**Relative energies of aluminium-containing isomers: bond polarity, ring strain and the safety of the order**

The table holds electronic energies of ten isomers above a partner of the same formula, in the gas phase, from r2SCAN-D4, B3LYP-D4, wB97X-V and wB97M-V in def2-TZVPP at PBE0-D4/def2-TZVP geometries (Ansatz 0.2.0). The program tests Pauling's bond-polarity rule, $\Delta E=-k\sum n(\Delta\chi)^2$ with rough recalled electronegativities and no adjustable constant, adding a recalled term where C=C becomes two C-C bonds. The rule brackets ethylalane against dimethylalane and gives the right sign but too small a value for the loss of Al-N among the C3H8AlN isomers; it misses the sign for both germanium rows and for the two rings closed from C=C, where strain is left out. All entries are positive, but in those two rings the spread among functionals exceeds the lowest value, with B3LYP-D4 about 17 kJ/mol above the two wB97 functionals. Two orders among the higher C3H8AlN isomers change with the functional. The output also lists the B3LYP dispersion part, a rough zero-point shift from X-H stretches and the r2SCAN orbital gaps.

Electronic energies of gas-phase aluminium compounds relative to their isomers, from Ansatz 0.2.0: closed-shell single points with the functionals named, in the def2-TZVPP basis at PBE0-D4/def2-TZVP geometries. Each energy is the isomer's minus that of the molecule under "against", the lowest singlet of the same formula at PBE0-D4 among those computed.

## Script

```python
# Table: electronic energy (kJ/mol) of Al-containing isomers above a reference isomer; Ansatz 0.2.0, gas phase,
# PBE0-D4/def2-TZVP geometries, r2SCAN-D4, B3LYP-D4, wB97X-V, wB97M-V in def2-TZVPP.
# Tested: safety of the order, Pauling bond-swap model (no fit), size of D4, gap change, X-H zero-point shift.
T = {
    'isomer': ['[AlH2][CH2][GeH3]', '[SiH3][CH]1[AlH][GeH2]1', 'C1[CH2][AlH][CH2]1', 'C[CH2][AlH2]', 'C[N]1C[CH2][AlH]1', 'C=[N][AlH][CH2]C', 'NC=C[CH2][AlH2]', 'CC=[C](N)[AlH2]', 'C[C]1=[N][AlH]1', '[CH]1=N[CH2][AlH]1'],
    'against': ['[CH3][AlH][GeH3]', '[CH2]1[AlH][GeH2][SiH2]1', 'C=[CH][AlH][CH3]', '[CH3][AlH][CH3]', 'CC=C[NH][AlH2]', 'CC=C[NH][AlH2]', 'CC=C[NH][AlH2]', 'CC=C[NH][AlH2]', '[CH3][AlH][C]#N', '[CH3][AlH][C]#N'],
    'formula': ['CH7AlGe', 'CH7AlGeSi', 'C3H7Al', 'C2H7Al', 'C3H8AlN', 'C3H8AlN', 'C3H8AlN', 'C3H8AlN', 'C2H4AlN', 'C2H4AlN'],
    'pg': ['Cs', 'C1', 'Cs', 'Cs', 'Cs', 'C1', None, None, 'Cs', 'Cs'],
    'bonds': ['-1 Al-Ge +1 Al-H +1 Ge-C -1 H-C', '+1 Ge-C -1 H-C -1 Si-Ge +1 Si-H', '+2 C-C -1 C=C', '-1 Al-C +1 Al-H +1 C-C -1 H-C', '+1 Al-C -1 Al-H +1 C-N -1 C=C +2 H-C -1 H-N', '+1 Al-C -1 Al-H -1 C-N -1 C=C +1 C=N +2 H-C -1 H-N', '+1 Al-C -1 Al-N -1 H-C +1 H-N', '+1 Al-C -1 Al-N -1 H-C +1 H-N', '-1 Al-C +1 Al-N -1 C#N +1 C-C +1 C=N', '-1 C#N +1 C-N +1 C=N'],
    'e_r2scan_d4': [41.3, 95.3, 21.9, 67.3, 21.9, 20.3, 80.3, 93.7, 155.3, 177.7],  # kJ/mol
    'e_b3lyp_d4': [38.9, 105.4, 36.9, 61.7, 34.2, 18.6, 96.6, 95.3, 170.6, 186.9],  # kJ/mol
    'e_wb97x_v': [34.0, 102.7, 17.0, 59.2, 15.5, 17.6, 89.6, 93.0, 170.1, 181.8],  # kJ/mol
    'e_wb97m_v': [34.3, 98.5, 22.5, 63.5, 19.7, 16.7, 87.4, 92.6, 172.3, 186.5],  # kJ/mol
}
import re
import numpy as np
from scipy import constants as c
eV = c.e*c.N_A/1e3; cm = c.h*c.c*100*c.N_A/1e3
E = np.array([T[k] for k in ('e_r2scan_d4', 'e_b3lyp_d4', 'e_wb97x_v', 'e_wb97m_v')], float).T
iso = T['isomer']; m = E.mean(1); sp = np.ptp(E, axis=1); w = E[:, 2:].mean(1)
B = [{(tuple(sorted((a, b))), o): int(n) for n, a, o, b in
      re.findall(r'([+-]\d) ([A-Za-z]+)([-=#])([A-Za-z]+)', s)} for s in T['bonds']]
chi = dict(H=2.2, N=3.0, Al=1.6, Si=1.9, Ge=2.0)  # rough recalled Pauling values; carbon 2.5 or 2.6
cc = 2*350 - 610  # rough recalled: two C-C bonds less one C=C, kJ/mol
nu = dict(C=3000, N=3400, Al=1900, Si=2200)  # rough recalled X-H stretches, 1/cm
def sub(x, y): return {k: x.get(k, 0) - y.get(k, 0) for k in set(x) | set(y)}
def model(d, xc):
    X = dict(chi, C=xc); v = {}; p = {}; s = 0.0
    for ((a, b), o), n in d.items():
        s += n*(X[a] - X[b])**2
        v[a] = v.get(a, 0) + n; v[b] = v.get(b, 0) + n
        p[a+b] = p.get(a+b, 0) + n*'-=#'.index(o)
    v = {k: n for k, n in v.items() if n}; p = {k: n for k, n in p.items() if n}
    if not v and not p: return -eV*s
    if v == {'C': 2} and p == {'CC': -1}: return -eV*s - cc
# Typed from further outputs of the same runs (eV), in row order: B3LYP D4 energy; r2SCAN HOMO, LUMO
d4r = [-.25925, -.45792, -.29991, -.21761] + [-.40279]*4 + [-.19836]
d4i = [-.29589, -.47362, -.32781, -.2356, -.42857, -.36119, -.42094, -.41965, -.22652]
hr = [(-6.53, -2.16), (-5.90, -2.43), (-6.79, -1.97), (-6.75, -1.24)] + [(-5.02, -1.47)]*4 + [(-7.77, -2.64)]*2
hi = [(-7.06, -1.90), (-5.53, -1.45), (-6.06, -1.50), (-6.55, -1.72), (-5.20, -0.91),
      (-5.53, -1.67), (-4.99, -0.82), (-5.01, -1.83), (-4.51, -1.53), (-5.18, -2.45)]
gi = np.array([l-h for h, l in hi]); dg = gi - np.array([l-h for h, l in hr])
d4 = (np.array(d4i) - np.array(d4r))*eV
print('Energies in kJ/mol; rounding 0.05 per entry, 0.1 per difference; wB = mean of wB97X-V, wB97M-V')
print('row isomer: mean, lowest, highest, spread, lowest/spread, B3LYP-wB, r2SCAN-wB')
for i, s in enumerate(iso):
    print(f'{i+1:2d} {s:24s}{m[i]:6.1f}{E[i].min():6.1f}{E[i].max():6.1f}{sp[i]:5.1f}'
          f'{E[i].min()/sp[i]:5.1f}{E[i,1]-w[i]:+6.1f}{E[i,0]-w[i]:+6.1f}')
print(f'C3H8AlN: Al-N kept (rows 5,6) {E[4:6].min():.1f} to {E[4:6].max():.1f}; '
      f'Al-N lost (rows 7,8) {E[6:8].min():.1f} to {E[6:8].max():.1f}')
print(f'Pauling swap model (1 eV = {eV:.1f}; C=C to 2 C-C = {-cc}): table mean, model C 2.5 / 2.6, table-model')
cases = [(f'row {i+1}', B[i], m[i]) for i in range(len(iso))]
cases += [(f'row {a+1} - row {b+1}', sub(B[a], B[b]), m[a]-m[b]) for a, b in ((1, 0), (4, 2), (9, 8))]
skip = []
for name, d, y in cases:
    p1, p2 = model(d, 2.5), model(d, 2.6)
    if p1 is None: skip.append(name); continue
    tag = '' if p1*y > 0 and p2*y > 0 else '  sign missed'
    print(f'  {name:15s}{y:6.1f} |{p1:+6.0f} /{p2:+5.0f} |{y-p1:+5.0f} /{y-p2:+5.0f}{tag}')
print('  not modelled (C-N pi bonds change):', ', '.join(skip))
print('Same-formula differences: r2SCAN-D4, B3LYP-D4, wB97X-V, wB97M-V')
for a, b in ((4, 5), (6, 7), (9, 8)):
    print(f'  row {a+1} - row {b+1}:', ' '.join(f'{x:+.1f}' for x in E[a]-E[b]))
print('row: B3LYP D4 part, X-H stretch zero-point shift (rough), r2SCAN gap of isomer and change (eV)')
for i, d in enumerate(B):
    z = sum(n*nu[a if b == 'H' else b] for ((a, b), o), n in d.items() if 'H' in (a, b))*cm/2
    s = f'{d4[i]:+.1f}' if i < len(d4) else 'not given'
    print(f'{i+1:2d} {s:>9s} {z:+4.0f} {gi[i]:5.2f} {dg[i]:+5.2f}')
x = E[:, 0] - w
print(f'Correlation of r2SCAN-wB with gap change: all rows {np.corrcoef(x, dg)[0,1]:.2f}, '
      f'rows 1-8 {np.corrcoef(x[:8], dg[:8])[0,1]:.2f}')
assert (E > 0).all() and iso[8] == 'C[C]1=[N][AlH]1'
assert E[6:8].min() - E[4:6].max() > 40 and (E[9] > E[8]).all()
assert (E[4]-E[5]).min() < 0 < (E[4]-E[5]).max() and (E[6]-E[7]).min() < 0 < (E[6]-E[7]).max()
assert abs(d4).max() < 5 and d4[2] < 0 and d4[4] < 0
```

It prints:

```
Energies in kJ/mol; rounding 0.05 per entry, 0.1 per difference; wB = mean of wB97X-V, wB97M-V
row isomer: mean, lowest, highest, spread, lowest/spread, B3LYP-wB, r2SCAN-wB
 1 [AlH2][CH2][GeH3]         37.1  34.0  41.3  7.3  4.7  +4.8  +7.1
 2 [SiH3][CH]1[AlH][GeH2]1  100.5  95.3 105.4 10.1  9.4  +4.8  -5.3
 3 C1[CH2][AlH][CH2]1        24.6  17.0  36.9 19.9  0.9 +17.1  +2.1
 4 C[CH2][AlH2]              62.9  59.2  67.3  8.1  7.3  +0.4  +5.9
 5 C[N]1C[CH2][AlH]1         22.8  15.5  34.2 18.7  0.8 +16.6  +4.3
 6 C=[N][AlH][CH2]C          18.3  16.7  20.3  3.6  4.6  +1.5  +3.2
 7 NC=C[CH2][AlH2]           88.5  80.3  96.6 16.3  4.9  +8.1  -8.2
 8 CC=[C](N)[AlH2]           93.7  92.6  95.3  2.7 34.3  +2.5  +0.9
 9 C[C]1=[N][AlH]1          167.1 155.3 172.3 17.0  9.1  -0.6 -15.9
10 [CH]1=N[CH2][AlH]1       183.2 177.7 186.9  9.2 19.3  +2.8  -6.5
C3H8AlN: Al-N kept (rows 5,6) 15.5 to 34.2; Al-N lost (rows 7,8) 80.3 to 96.6
Pauling swap model (1 eV = 96.5; C=C to 2 C-C = -90): table mean, model C 2.5 / 2.6, table-model
  row 1            37.1 |   -35 /  -39 |  +72 /  +76  sign missed
  row 2           100.5 |   -23 /  -27 | +124 / +127  sign missed
  row 3            24.6 |   -90 /  -90 | +115 / +115  sign missed
  row 4            62.9 |   +52 /  +77 |  +11 /  -14
  row 5            22.8 |  -113 / -136 | +136 / +159  sign missed
  row 7            88.5 |   +58 /  +46 |  +31 /  +42
  row 8            93.7 |   +58 /  +46 |  +36 /  +47
  row 2 - row 1    63.3 |   +12 /  +12 |  +52 /  +52
  row 5 - row 3    -1.8 |   -23 /  -46 |  +21 /  +45
  row 10 - row 9   16.2 |   +87 /  +77 |  -71 /  -61
  not modelled (C-N pi bonds change): row 6, row 9, row 10
Same-formula differences: r2SCAN-D4, B3LYP-D4, wB97X-V, wB97M-V
  row 5 - row 6: +1.6 +15.6 -2.1 +3.0
  row 7 - row 8: -13.4 +1.3 -3.4 -5.2
  row 10 - row 9: +22.4 +16.3 +11.7 +14.2
row: B3LYP D4 part, X-H stretch zero-point shift (rough), r2SCAN gap of isomer and change (eV)
 1      -3.5   -7  5.16 +0.79
 2      -1.5   -5  4.08 +0.61
 3      -2.7   +0  4.56 -0.26
 4      -1.7   -7  4.83 -0.68
 5      -2.5   +4  4.29 +0.74
 6      +4.0   +4  3.86 +0.31
 7      -1.8   +2  4.17 +0.62
 8      -1.6   +2  3.18 -0.37
 9      -2.7   +0  2.98 -2.15
10 not given   +0  2.73 -2.40
Correlation of r2SCAN-wB with gap change: all rows 0.55, rows 1-8 -0.26
```
